Chlorodimethylgermane, (CH₃)₂GeHCl, has a germanium atom bonded to two methyl groups, one hydrogen and one chlorine. Six of its eleven atoms appear below, each known only by its computed charge. The candidates are germanium (atom 1), a methyl carbon (3), chlorine (11) and three methyl hydrogens (4 and 6 on carbon 3, and 9 on the other carbon). How far do the charges alone identify them?

PySCF 2.14.0, Kohn-Sham DFT single point with TPSSh/def2-TZVP on chlorodimethylgermane, (CH₃)₂GeHCl, as a neutral singlet in the gas phase at the GFN2-xTB geometry. Row numbers are the atom numbers in that geometry. Candidates: 1, 11, 6, 9, 3, 4.

```
row  hirshfeld charge (e)
  A                -0.178
  B                 0.038
  C                -0.183
  D                 0.391
  E                 0.038
  F                 0.038
```

A Hirshfeld charge comes from sharing out the electron density. At each point in space, every atom receives a portion in proportion to what its free, neutral atom would contribute there. The charge is what the nucleus has in excess of the electrons collected in this way. Such charges are usually small and are not oxidation states, so their signs and order say more than their absolute size.

The reasoning needs one rule from general chemistry: in each bond, density shifts towards the more electronegative partner, and by more when the two differ more. The order of electronegativity here is germanium, hydrogen, carbon, chlorine, from lowest to highest. An atom's charge is then the balance over all its bonds, so the number and kind of its neighbours matter as much as its own position in that order.

**Row D is germanium.** It is the least electronegative atom in the molecule, and it loses density in all four of its bonds. No other candidate is in that position, and the value stands far apart: 0.391 e, about ten times the next highest charge among the six. This assignment is sure.

**Rows B, E and F are the methyl hydrogens.** Each has a single bond, to a carbon that is somewhat more electronegative, so each should be slightly positive. Three equal values of 0.038 e fit three atoms in nearly the same surroundings. The set is therefore sure, but which row is atom 4, 6 or 9 can't be decided from identical numbers.

**Rows A and C are chlorine and carbon, in an order that stays open.** The first impulse is to give the more negative value to chlorine, the more electronegative element. But chlorine gains density through one bond only, whereas carbon gains a little from germanium and a little from each of three hydrogens. One large gain competes with four small ones, and the rule doesn't say which total is greater. The two charges differ by only 0.005 e.

Electrical neutrality offers a further test, because it also predicts an atom outside the six: the hydrogen bonded to germanium. Suppose that the two methyl groups are alike and that all six methyl hydrogens carry the charge of the three shown. If row C is carbon, the remaining charge $q$ must be

$$q = -\left[0.391 + 2(-0.183) + (-0.178) + 6(0.038)\right]\,e = -0.075\,e .$$

If row A is carbon instead, the same sum gives −0.080 e. Either way this hydrogen should be negative, the opposite of its relatives on carbon. The electronegativity rule agrees, since hydrogen gains density from germanium but loses it to carbon. The full table shows how both the prediction and the open pair turn out.

The rows with their labels:

```
row  hirshfeld charge (e)  computed element
  1                 0.391                Ge
  2                -0.078                 H
  3                -0.183                 C
  4                 0.038                 H
  5                 0.040                 H
  6                 0.038                 H
  7                -0.183                 C
  8                 0.040                 H
  9                 0.038                 H
 10                 0.038                 H
 11                -0.178                Cl
```

Germanium and the set of methyl hydrogens are as assigned. The more negative row of the open pair, C, is carbon, and row A is chlorine, so the first impulse would have been wrong. The full table also holds the clue that settles the pair. The molecule has two methyl carbons in almost mirror-image positions but only one chlorine, and −0.183 e occurs twice while −0.178 e occurs once.

The hydrogen on germanium has a computed charge of −0.078 e, negative as predicted. No constant was adjusted and this atom's own charge didn't enter the estimate. Since the charges of a neutral molecule must add up to zero, the agreement tests, apart from rounding, only the assumption that the methyl groups and their hydrogens are alike. That assumption holds to about 0.003 e, which is enough to fix the sign.

It isn't enough to separate carbon from chlorine. The wrong assignment even comes slightly closer to the computed value than the right one. Two of the methyl hydrogens carry 0.040 e rather than 0.038 e, and this small difference, added up, is nearly as large as the gap between the two candidates. To tell two candidates apart reliably, a balance needs an error below half the gap between them; here the error is about 0.003 e and the gap 0.005 e.

The near tie doesn't mean that carbon and chlorine pull equally hard on germanium. Much of carbon's negative charge is matched by the positive charge of its own hydrogens. Summed over the whole group, each methyl carries only −0.067 e, close to the single hydrogen on germanium, whereas chlorine keeps its full −0.178 e. As a substituent, chlorine is thus the most negative of the four, by a factor of about 2.7 over a methyl group. The electronegativity rule gives the expected winner once whole groups are compared. It fails for the smaller difference between the other two: the hydrogen is slightly more negative than a methyl group, although carbon is more electronegative than hydrogen. The printed output after this text lists these sums and the balance.

The electrostatic potential on the molecule's surface, from the same calculation, shows the same contrast from outside. Its deepest minimum, about −0.70 V, lies beside chlorine. Near the methyl hydrogens even the local minima are slightly positive, at about 0.06 V. A likely reason is that carbon's negative charge is covered by positive hydrogens, while chlorine's lies exposed at the end of a bond. Two atoms with almost the same charge can therefore look very different to an approaching molecule.

The order of carbon and chlorine should not be pressed further. With a gap of 0.005 e, another way of dividing the density, another functional or a slightly different geometry might reverse it; none of these was varied. The signs of the two kinds of hydrogen rest on a much wider separation and on a clear chemical reason. By the same reasoning, a hydrogen on silicon, which is also less electronegative than hydrogen, should be negative too.

Molecules of this family are related to the precursors from which germanium films are grown. The positive germanium is a plausible point of attack for an oxygen atom on an oxide surface, although charges alone don't establish a reaction path.

What one molecule can't show is how far chlorine's pull reaches along the chain. Some of the positive charge on germanium, and perhaps a little of that on the methyl hydrogens, may be there because chlorine draws density through the bonds between them. The same calculation on dimethylgermane, with hydrogen in place of chlorine, would answer this: do the methyl sums become more negative when the chlorine is gone?

The analysis program printed:

```
Gap between Ge and the shown methyl H (e): 0.353
Ratio of the Ge charge to that of a shown methyl H: 10.29
Gap between the shown methyl H and Cl (e): 0.216
Gap between Cl and C, Cl less C (e): 0.005
Spread of the six methyl H charges (e): 0.002
Charge of H on Ge from neutrality, right assignment of C and Cl (e): -0.075
Charge of H on Ge from neutrality, C and Cl swapped (e): -0.08
Computed charge of H on Ge (e): -0.078
Miss of the estimate, right assignment (e): 0.003
Miss of the estimate, C and Cl swapped (e): -0.002
Rows in the full table with the charge of C: 2
Rows in the full table with the charge of Cl: 1
Sum over the first methyl group (e): -0.067
Sum over the second methyl group (e): -0.067
Ratio of the Cl charge to the first methyl sum: 2.657
Sum of all eleven charges (e): 0.001
Surface potential minimum at Cl less that near a methyl H (V): -0.751
```
